# Long-range nonlinear correction to the Coulomb potential

## Statement

Conventions: $\hbar=c=1$, Heaviside–Lorentz units, $\alpha=e^2/4\pi$, $e>0$, electron charge $-e$ and mass $m$, $x=mr$. The nucleus is a fixed point charge $Ze$. All potentials are potential energies of the electron, so the Coulomb term is $-Z\alpha/r$ and a positive correction is repulsive.

For $x\gg1$ the leading one-loop vacuum correction nonlinear in the nuclear field is

$$\delta V_{\rm WK}(r)=+\frac{2\,\alpha\,(Z\alpha)^3}{225\,\pi\,m^4r^5},$$

the tail of the Wichmann–Kroll potential. It is repulsive. The term linear in the field, the Uehling potential, is attractive:

$$V_{\rm U}=-\frac{\alpha}{\pi}\frac{Z\alpha}{r}\,U(x),\qquad U(x)=\frac23\int_1^\infty dt\,e^{-2xt}\Big(1+\frac1{2t^2}\Big)\frac{\sqrt{t^2-1}}{t^2}.$$

Expanding the integrand about $t=1$ gives $U\simeq\frac{\sqrt\pi}{4}x^{-3/2}e^{-2x}\big(1-\frac{29}{16x}\big)$.

## Constitutive relation

For a slowly varying, purely electric field the Euler–Heisenberg Lagrangian is, with $\epsilon=eE/m^2$,

$$\mathcal L=\frac{E^2}{2}-\frac{m^4}{8\pi^2}\int_0^\infty\frac{ds}{s^3}\,e^{-s}\Big[\epsilon s\cot(\epsilon s)-1+\frac{(\epsilon s)^2}{3}\Big].$$

The series $z\cot z=1-z^2/3-z^4/45-2z^6/945-\dots$, integrated term by term, gives the asymptotic expansion

$$\mathcal L=\frac{E^2}{2}+\frac{m^4}{8\pi^2}\Big[\frac{\epsilon^4}{45}+\frac{4\epsilon^6}{315}+\dots\Big].$$

With $e^2=4\pi\alpha$ the quartic term is $2\alpha^2E^4/45m^4$, so that

$$D=\frac{\partial\mathcal L}{\partial E}=E+\kappa E^3,\qquad \kappa=\frac{8\alpha^2}{45m^4}>0 .$$

The field equation is $\nabla\cdot\mathbf D=Ze\,\delta^3(\mathbf r)$. Below, $E_0=q/r^2$ with $q=Ze/4\pi$.

## A wrong attempt

**This argument is faulty and its result has the wrong sign.**

1. The unperturbed field is $E_0=q/r^2$.
2. The nonlinearity changes it by an amount of size $\kappa E_0^3$.
3. Vacuum polarisation strengthens the field of a charge at finite distance, as the Uehling term shows, so $E=E_0+\kappa E_0^3$.
4. Then $\delta\phi=\int_r^\infty\kappa q^3r'^{-6}dr'=+\kappa q^3/5r^5$.
5. For the electron, $\delta V=-e\,\delta\phi=-2\alpha(Z\alpha)^3/(225\pi m^4r^5)$ (wrong).

For Sn$^{49+}$ at $x=10$ this gives the wrong value $-5.1\ \mu$eV, and it predicts that one-loop vacuum polarisation attracts at all large radii.

## Symptom

The field of step 3 does not solve the field equation. To first order in $\kappa$ it gives $D=E_0+2\kappa E_0^3$, and therefore

$$\nabla\cdot\mathbf D=\frac1{r^2}\frac{d}{dr}\big(r^2D\big)=-\frac{8\kappa q^3}{r^7}\neq0\qquad(r>0).$$

An external charge density has appeared where there is none. The residual is of first order in $\kappa$, the order being computed, so it cannot be blamed on truncation. A second sign of trouble needs no algebra: the ratio $D/E=1+\kappa E^2$ exceeds unity, and a medium with permittivity above unity weakens the field of a given free charge.

## The faulty line

Step 3 is the fault; steps 1, 2 and the integrations are sound. The nuclear charge fixes $D$, not $E$, and the sign of $E-E_0$ follows from inverting $D(E)$. Step 3 borrows it from a different effect instead.

The Uehling sign has its own origin. $V_{\rm U}$ is a superposition of Yukawa potentials $e^{-\mu r}/r$, $\mu=2mt$, with positive weight. Each adds to the charge enclosed in a sphere a term proportional to $(1+\mu r)e^{-\mu r}>0$, so the enclosed charge exceeds the renormalised $Ze$. In a local expansion in $1/m^2$ the potential collapses to contact terms, the first being $-\frac{4\alpha\,Z\alpha}{15m^2}\delta^3(\mathbf r)$, which is its volume integral times a delta function. These vanish for $r>0$, and $e^{-2mr}$ appears at no order. The Uehling tail therefore says nothing about the $E^3$ term.

## Mended calculation

Gauss's theorem with spherical symmetry gives $D=q/r^2=E_0$ exactly. Put $E=E_0+\delta E$ in $E+\kappa E^3=E_0$. At first order in $\kappa$,

$$\delta E=-\kappa E_0^3=-\frac{\kappa q^3}{r^6}.$$

With $\phi(\infty)=0$,

$$\delta\phi=\int_r^\infty\delta E\,dr'=-\frac{\kappa q^3}{5r^5},\qquad \delta V_{\rm WK}=-e\,\delta\phi=+\frac{\kappa\,eq^3}{5r^5}.$$

Since $eq^3=Z^3e^4/(4\pi)^3=Z^3\alpha^2/4\pi$,

$$\delta V_{\rm WK}=\frac{8\alpha^2}{45m^4}\,\frac{Z^3\alpha^2}{4\pi}\,\frac1{5r^5}=\frac{2\alpha(Z\alpha)^3}{225\pi m^4r^5}.$$

The enclosed charge is

$$4\pi r^2E=Ze\Big[1-\frac{2\alpha(Z\alpha)^2}{45\pi x^4}\Big]<Ze .$$

It rises to $Ze$ at infinity. The induced density in the tail, $\nabla\cdot\delta\mathbf E=+4\kappa q^3/r^7$, has the sign of the nucleus, and the compensating opposite charge lies further in. An electron at $r$ sees less than the full charge and is bound more weakly.

**Neglected terms.**

- The $\epsilon^6$ term adds to $D$ a fraction $\frac67\epsilon^2$ of the cubic term, with $\epsilon=Z\alpha/x^2$. Integrating $r^{-10}$ in place of $r^{-6}$ gives the fraction $\frac67\cdot\frac59\,\epsilon^2=\frac{10}{21}(Z\alpha)^2/x^4$ in the potential, which is $1.0\times10^{-4}$ for $Z=50$, $x=5$.
- Field gradients matter more. The next term of the $\alpha(Z\alpha)^3$ potential falls as $r^{-7}$. Its relative size is not derived here and is taken as an approximate input, $+5/x^2$.
- Higher gradient terms and exponentially decaying parts of order $\alpha(Z\alpha)^3$ are omitted.

## Size of the error in Sn$^{49+}$

For $Z=50$, with unrounded constants carried through: $Z\alpha=0.3649$, $1/m=386.2$ fm, and the Bohr radius of the ion is $1/(Z\alpha m)=2.74/m$. Then

$$V_{\rm U}=-433.1\ {\rm eV}\,\frac{U(x)}{x},\qquad\delta V_{\rm WK}=+\frac{0.5125\ {\rm eV}}{x^5}.$$

$U$ is evaluated from the integral, because at $x=5$ it is only $0.75$ of its leading asymptotic form. The slip turns $\delta V_{\rm WK}$ into its negative, so the error is $-2\,\delta V_{\rm WK}$ at every radius.

| $x$ | $r$ (pm) | $V_{\rm U}$ ($\mu$eV) | $\delta V_{\rm WK}$ ($\mu$eV) | $\delta V_{\rm WK}/\lvert V_{\rm U}\rvert$ | $5/x^2$ | error ($\mu$eV) |
|---|---|---|---|---|---|---|
| 5 | 1.93 | $-117$ | $1.6\times10^{2}$ | 1.4 | 0.20 | $-3.3\times10^{2}$ |
| 7 | 2.70 | $-0.99$ | 30 | 31 | 0.10 | $-61$ |
| 10 | 3.86 | $-1.07\times10^{-3}$ | 5.1 | $4.8\times10^{3}$ | 0.05 | $-10$ |

The sum $V_{\rm U}+\delta V_{\rm WK}$ changes sign at $x=4.8$ with the leading tail and at $x=4.6$ with the gradient factor $1+5/x^2$. Given the omitted terms, the crossing is located only roughly, between $x=4$ and $5$. At $x=5$ the sum is $+0.05$ meV, and the gradient term, $0.03$ meV, rivals it and raises it to $+0.08$ meV. The faulty sum is $-0.28$ meV there and has no zero. The error exceeds every neglected term in the table's range.

**Level shift.** For the circular Dirac state $n$, $j=n-\frac12$, $l=n-1$, both radial components are proportional to $x^{\gamma}e^{-\beta x/2}$, so the radial probability density is

$$p(x)=\frac{\beta^{2\gamma+1}}{\Gamma(2\gamma+1)}x^{2\gamma}e^{-\beta x},\qquad\gamma=\sqrt{n^2-(Z\alpha)^2},\quad\beta=\frac{2Z\alpha}{n}.$$

The averages needed are

$$\langle x^{-5}\rangle=\beta^5\frac{\Gamma(2\gamma-4)}{\Gamma(2\gamma+1)},\qquad\Big\langle\frac{e^{-2xt}}{x}\Big\rangle=\frac{\beta}{2\gamma}\Big(\frac{\beta}{\beta+2t}\Big)^{2\gamma}.$$

For $5g_{9/2}$: $\gamma=4.9867$, $\beta=0.14595$, $\langle x\rangle=(2\gamma+1)/\beta=75$ and $\langle x^{-5}\rangle=2.23\times10^{-9}$. The tail shifts the level by $+1.1$ neV, or $+0.28$ MHz in frequency units. The gradient term adds the fraction $5\beta^2/[(2\gamma-5)(2\gamma-6)]=0.005$. Inserting the second average in the $t$ integral gives the Uehling shift $-5.4\times10^{-13}$ eV, smaller by a factor $2.1\times10^{3}$. The faulty sign yields $-1.1$ neV, an error of $-2.3$ neV or $-0.55$ MHz, which reverses the whole one-loop vacuum-polarisation shift of the level.

These are the model's values, for a fixed point nucleus, and they are not the full radiative shift. The anomalous moment $a=\alpha/2\pi$ adds $a\,Z\alpha\,\mathbf L\cdot\mathbf S/(m^2r^3)$ to the spin–orbit coupling. With $\langle\mathbf L\cdot\mathbf S\rangle=l/2$ and the Schrödinger average of $r^{-3}$ this gives

$$\Delta E=\frac{\alpha}{\pi}\frac{(Z\alpha)^4m}{n^3}\,\frac1{2(l+1)(2l+1)}=1.9\ {\rm meV}$$

for the same level, six orders of magnitude above the Wichmann–Kroll tail.